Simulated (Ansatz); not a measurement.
**Isomers of GeH3O**

2 of its isomers, all doublets with charge 0: A = `[OH][GeH2]`; B = `[O][GeH3]`.

Shapes, held fixed at every level: PBE0-D4/def2-TZVP. Flexible molecules stand in one conformer, not always the lowest. Programs: Ansatz 0.2.0.

A:

```xyz
5

O     0.3555   -1.0758    0.4607
Ge   -0.5201    0.4161    0.0177
H     1.0974   -0.9076    1.0465
H    -1.3968   -0.0144   -1.1803
H     0.5139    1.5080   -0.3859
```

B:

```xyz
5

O    -1.4439    0.4186    0.7773
Ge    0.0723   -0.0563   -0.0569
H    -0.1622   -0.0912   -1.5747
H     0.5480   -1.4181    0.4715
H     1.0357    1.0734    0.3414
```

Electronic energies in kJ/mol, without zero-point or thermal terms.

```
               level                    kind   B − A
       HF/def2-TZVPP            Hartree–Fock   +72.0
r2SCAN-D4/def2-TZVPP                meta-GGA  +137.2
  wB97M-V/def2-TZVPP  range-separated hybrid  +143.1
  wB97X-V/def2-TZVPP  range-separated hybrid  +130.9
   B2PLYP/def2-TZVPP           double hybrid  +142.2
        MP2/def2-SVP     perturbation theory  +152.8
  CCSD(T)/def2-TZVPP   coupled cluster or CI  +136.6
```

The highest level, CCSD(T)/def2-TZVPP, puts A lowest of these. All levels agree on that. The B − A difference spans +72.0 to +152.8 kJ/mol over the levels. Open shells run unrestricted unless RO is named. Relativity is left out for Ge unless named. Correlated rows may include outer-core shells of Ge, which these sets cover unevenly.

The hydroxygermyl radical A lies well below the germyloxy radical B, by 136.6 kJ/mol at CCSD(T). Moving a hydrogen from germanium to oxygen exchanges a fairly weak Ge–H bond for a much stronger O–H bond, and the unpaired electron passes from an electronegative oxygen 2p orbital to germanium. There it sits in a hybrid with considerable 4s character, consistent with the pyramidal GeH2O skeleton. The same preference is known for hydroxymethyl over methoxy, but it is weaker there because C–H bonds are stronger than Ge–H bonds.

Hartree–Fock finds the right order but only about half the separation. Completing the electron pair on compact oxygen brings more correlation energy than is lost with the diffuse Ge–H pair, so a mean-field treatment penalises A. The density functionals recover most of this effect and stay close to the coupled-cluster value, making the preference for A secure. The energies don't show how readily B would rearrange, since that depends on the barrier to the 1,2-hydrogen shift.
